Appendix. Scaling of the residual homonuclear line width at fast spinning: proton chains in hydroxyapatite

A.1 Effective Hamiltonian

Hamiltonians are in rad s⁻¹ and all spins are ½. The secular coupling is ω_ij(t) D_ij, with D_ij = 3I_iz I_jz − I_i·I_j, ω_ij = b_ij P₂(cos ϑ_ij(t)), b_ij = −μ₀γ²ħ/(4πr_ij³), and ϑ_ij the angle between the internuclear vector and B₀. For a vector with polar angles (β, γ₀) about a rotor axis at the magic angle, and φ = ω_r t + γ₀,

P₂ = sin2β cosφ/√2 + ½ sin²β cos2φ. (A1)

With H(t) = Σ H_n exp(inω_r t), H₀ = 0 and the leading term of the high-frequency expansion is H⁽²⁾ = Σ_{n>0} [H_n, H_−n]/(nω_r). A pair gives zero, since [D₁₂, D₁₂] = 0. For two couplings that share spin 1,

[D₁₂, D₁₃] = 3iC₁ − 2iχ, C₁ = I₁z(I₂×I₃)_z = (i/2) I₁z(I₂⁺I₃⁻ − I₂⁻I₃⁺), χ = I₁·(I₂×I₃).

A triple contributes Σ_k Λ_k(−6C_k + 4χ), with cyclic indices and Λ₁ = Σ_{n=1,2} Im(ω₁₂⁽ⁿ⁾ω₁₃⁽⁻ⁿ⁾)/(nω_r). From (A1),

Λ₁ = (b₁₂b₁₃/16ω_r) T (7 cosβ cosβ′ + cosθ), T = sinβ sinβ′ sin(γ₀ − γ₀′), (A2)

where θ is the angle between the two vectors. T is their triple product with the rotor axis and carries a factor sinθ. The scalar χ commutes with the total I_x and drops out of the second moment M₂ = Tr|[H, I_x]|²/Tr I_x², which for N spins is

M₂ = (9/2N) Σ_triples [(Λ₁−Λ₂)² + (Λ₂−Λ₃)² + (Λ₃−Λ₁)²]. (A3)

The width measure below is σ = √M₂, with M₂ powder averaged. A Gaussian line has FWHM = 2.35σ; the true shape requires higher moments, which do involve χ.

A.2 Dimensional analysis

For chains of spacing d on a triangular net of period a, the rates are ω_r and b₁ = |b(d)|, so σ = (b₁²/ω_r) F(b₁/ω_r, λ, θ, δ, γ_P/γ_H), with λ = a/d, θ a kink angle and δ the misset of the rotor axis. For δ = 0, H⁽²⁾ is a fixed operator divided by ω_r, so at this order the line shape is fixed, its width scales as 1/ω_r, and it is independent of B₀.

Inputs are approximate: a ≈ 942 pm, c ≈ 688 pm, γ_H ≈ 2.675×10⁸ and γ_P ≈ 1.084×10⁸ rad s⁻¹ T⁻¹. The model has full OH occupancy, uniform spacing d = c/2 = 344 pm and chains in register. Then λ = 2.74, b₁/2π = 2.95 kHz, and the nearest interchain coupling is λ⁻³ = 0.049 of this, 144 Hz. The bare scale (b₁/2π)²/ν_r is 145 Hz at ν_r = 60 kHz.

A.3 Angle between tensors

The powder average of (A2) is ⟨Λ²⟩ = (b₁₂b₁₃/16ω_r)² sin²θ (7 + 33cos²θ)/15. In units of b₁₂b₁₃/ω_r the rms value is 0.102θ at small θ (radians), has its maximum 0.056 at 51°, and is 0.043 at 90°. An isolated equilateral triangle has σ = 0.136 b²/ω_r.

At θ = 0 the statement is stronger than second order. A straight chain has H(t) = P₂(t) H_chain, which commutes with itself at all times. The propagator is the identity after each rotor period at any ω_r, and the sidebands are sharp: the coupling is inhomogeneous in the sense of Maricq and Waugh (1979). An axial shift tensor common to all sites preserves this, because ΣI_z commutes with H_chain.

A static zigzag with kink θ gives, for three consecutive spins, Λ ∝ θ(1/16, −1, 1/16), and (A3) yields σ = 0.325θ b₁²/ω_r. Libration that is fast and axially symmetric about c restores collinear tensors.

A.4 Chain separation

For λ ≫ 1 the leading triples have i, j on one chain and k on another. Then Λ_i = b_ij g_i/ω_r, Λ_j = −b_ij g_j/ω_r, and Λ_k is smaller by order λ⁻³ and is dropped. For k at lateral distance ρ and axial offset x (units of d, couplings in units of b₁),

⟨g_i g_j⟩ = (40p_i p_j + 7q_i q_j)/3840, p = ρx/r⁵, q = ρ²/r⁵, r² = ρ² + x². (A4)

Equation (A3) becomes M₂ = 9 Σ_chains Σ_{i<j} b_ij² ⟨g_i² + g_j² + g_i g_j⟩/ω_r². Sums over x approach integrals exponentially fast in ρ, and ∫(40p² + 7q²)dx = 445π/(128ρ⁵). Setting g_j = g_i in the cross term and then expanding it in the offset gives

M₂ = 27ζ(6)(89π/98304) S₅ λ⁻⁵ (b₁⁴/ω_r²) [1 − 0.532 (S₇/S₅) λ⁻² + …], (A5)

with triangular-lattice sums S_n = Σ(a/R)ⁿ over the distances R to all other chains, S₅ = 6.76 and S₇ = 6.20. The leading law is σ = 0.727 λ^(−5/2) b₁²/ω_r, proportional to γ⁴ d^(−7/2) a^(−5/2)/ω_r. The exponent is 5/2 and not 3 because about λ spins of each neighbouring chain contribute incoherently. Here the coefficient is 0.0586, the bracket lowers M₂ by 0.065, and

σ_HH = 0.057 b₁²/ω_r, σ_HH/2π = 0.49 kHz²/ν_r.

The expansion fails as λ approaches 1. For λ ≪ 1 the planar net of triangles dominates and the scale becomes (b₁λ⁻³)²/ω_r. The zigzag term equals σ_HH at θ = 10°, a static lateral offset dθ/2 = 30 pm between neighbours. Random OH vacancies at occupancy f give M₂ ∝ f², since a triple needs two further occupied sites.

A.5 Spinning frequency

The chain accumulates the phase Φ(t) = ∫P₂ dt, taken with zero mean, and its powder mean square is 3/(20ω_r²). The Van Vleck moment of the chain at P₂ = 1 is (9/2)ζ(6)b₁². Their product, η² = 0.687 (b₁/ω_r)², is the leading fraction of intensity in the sidebands and measures the expansion parameter. It reaches 1 at ν_r = 2.4 kHz.

Fast, η ≪ 1. The third-order term, of order b₁³λ^(−5/2)/ω_r², is even under spin reversal and contains products of an even number of spins, whereas H⁽²⁾ contains three. Their cross term in M₂ vanishes, so the relative correction is of order η², not η.

Intermediate. The static interchain moment gives σ′ = [(9/20)(3π/8) S₅ λ⁻⁵]^½ b₁, or 0.45 kHz. For σ′ ≪ ω_r ≲ b₁ the chain evolution must be kept to all orders, and the effective coupling is the rotor average of the interchain term in the periodic chain frame. That average cannot exceed the unaveraged size of the term, so the 1/ω_r growth stops and the sidebands stay resolved, with widths of order σ′ or less. The leading law reads σ/σ′ = 0.384 b₁/ω_r, independent of λ.

Slow, ω_r ≲ σ′. The sidebands merge into the static pattern, whose intrachain rms width is √(0.9ζ(6)) b₁, or 2.8 kHz.

A.6 Competing terms

Misset. Since dP₂/dϑ = −√2 at the magic angle, H₀ = −√2 δ P₂(cosβ) H_chain and σ_δ = √(1.8ζ(6)) |δ| b₁ = 1.35|δ|b₁, independent of ω_r. This two-spin term adds to M₂ without a cross term. It equals σ_HH at δ = 0.042 b₁/ω_r, which is 0.12° at 60 kHz.

Phosphorus. The coupling 2ω_iS I_iz S_z obeys [D₁₂, 2I₁z S_z] = −2iS_z(I₁×I₂)_z. This gives 4(Λ′₁ − Λ′₂) S_z(I₁×I₂)_z, with Λ′_i built from ω₁₂ and ω_iS, and each (pair, S) adds 2(Λ′₁ − Λ′₂)²/N to M₂. Take three ³¹P per proton at a lateral distance of about 362 pm and an axial offset of about 131 pm from the nearest proton. The distance is then 385 pm and the coupling 0.85 kHz. With (A4), Σ_{i<j}|i−j|⁻⁶[40(p_i−p_j)² + 7(q_i−q_j)²] = 14.9 and σ_HP = (γ_P/γ_H)(6×14.9/3840)^½ b₁²/ω_r = 0.062 b₁²/ω_r, or 0.54 kHz²/ν_r. This is as large as the homonuclear term. More distant ³¹P are omitted, their share of M₂ falling as ρ⁻⁷. The terms I_z(S×S′)_z are omitted too; they carry b_PP in place of b₁, a ratio of 0.10 for a P–P distance of about 410 pm. Ideal ³¹P decoupling removes both kinds. A proton π pulse reverses S_z(I₁×I₂)_z and leaves C_k unchanged, so the homonuclear part survives a spin echo.

Model values (θ = δ = 0, widths σ/2π in Hz):

ν_r/kHz | η² | HH | HP | quadrature sum
10 | 0.060 | 49 | 54 | 73
30 | 0.0066 | 16 | 18 | 24
60 | 0.0017 | 8.2 | 9.0 | 12
100 | 0.00060 | 4.9 | 5.4 | 7.3

The second figure is uncertain by the omitted terms, at 10 kHz also by η².

Shift dispersion. A spread of isotropic shifts broadens the line in first order, in proportion to B₀ and independently of ω_r. An illustrative 0.1 ppm at 600 MHz is 60 Hz, equal to the Gaussian homonuclear FWHM at ν_r = 19 kHz. Every term of H⁽²⁾ contains a flip-flop operator, so shift differences larger than Λ also truncate it and reduce the coherent width below (A5).

At 60 kHz the model's Gaussian FWHM is 19 Hz with ³¹P decoupling and 29 Hz without. Hydroxyl proton lines of real hydroxyapatite samples are typically a few tenths of a ppm wide, some 100 to 300 Hz near 14 T, so the undecoupled model value lies low by a factor of roughly three to ten. The ordered lattice lacks shift dispersion from disorder and surfaces, susceptibility broadening and misset, none of which falls as 1/ω_r; the model's numbers describe the coherent dipolar part alone.